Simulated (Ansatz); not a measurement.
## A series in volume scale on Sn

Results calculated with Ansatz 0.2.0, not measured. Free energy against uniform scaling of the volume at fixed shape and fractions; periodic cell, basis, potentials, k mesh and filling as listed.

The cell before it is scaled or strained (space group Fd-3m, No. 227):
```
Sn
1.0
      0.0000     3.2333     3.2333
      3.2333     0.0000     3.2333
      3.2333     3.2333     0.0000
Sn
2
Direct
  0.00000 0.00000 0.00000
  0.25000 0.25000 0.25000
```

Settings of every row: functional PBE; dispersion D3(BJ)+ATM; potentials PAW; wave cutoff 421.78 eV; density cutoff 1687.1 eV; k mesh 8x8x8; k shift 0x0x0; occupations cold; smearing width 0.2 eV; spin none.

Limits: coarse k mesh, up to 40 meV an atom off.

```
row  volume scale  V (Å³/atom)  energy above lowest point (meV/atom)
  1          0.88       29.745                                 165.9
  2          0.92       31.098                                  89.5
  3          0.96        32.45                                  39.8
  4             1       33.802                                  11.4
  5          1.04       35.154                                     0
  6          1.08       36.506                                     ?
  7          1.12       37.858                                  14.4
```

Question: what energy above lowest point should row 6 give?

Worked fit of energy above lowest point. Take u = (V_r/V)^(2/3) − 1 with V_r = 33.126 Å³ an atom, which is twice the finite (Eulerian) strain; such expansions in the strain, on which the Birch-Murnaghan equation of state is built, carry the rest volume and the bulk modulus. The shown rows have u = 0.07441, 0.04302, 0.01384, -0.01338, -0.03884, -0.08517. Least squares give energy above lowest point = 23.29 + 1036.2 × u + 11419 × u² + 5595 × u³ meV/atom; a parabola predicts inner rows, each left out in turn, worse (root mean square 0.91 against 0.12 meV/atom). The rows lie off it by 0.0, 0.1, 0.0, -0.1, 0.1, 0.0. Its lowest point lies at u = -0.0470, or V = 35.61 Å³ an atom, and the curvature there gives the bulk modulus at fixed shape and fractions, B = (4/9)(1 + u)² E″(u)/V = 38.6 GPa. The withheld row has u = -0.06272, so the fit gives 23.29 + 1036.2 × (-0.06272) + 11419 × (-0.06272)² + 5595 × (-0.06272)³ = 1.8 meV/atom.

The calculation gave 2 meV/atom. The fit lies 0.2 meV/atom (10 % of the value, 0.12 % of the column's range) below it; its largest miss of a shown row is 0.1 meV/atom.
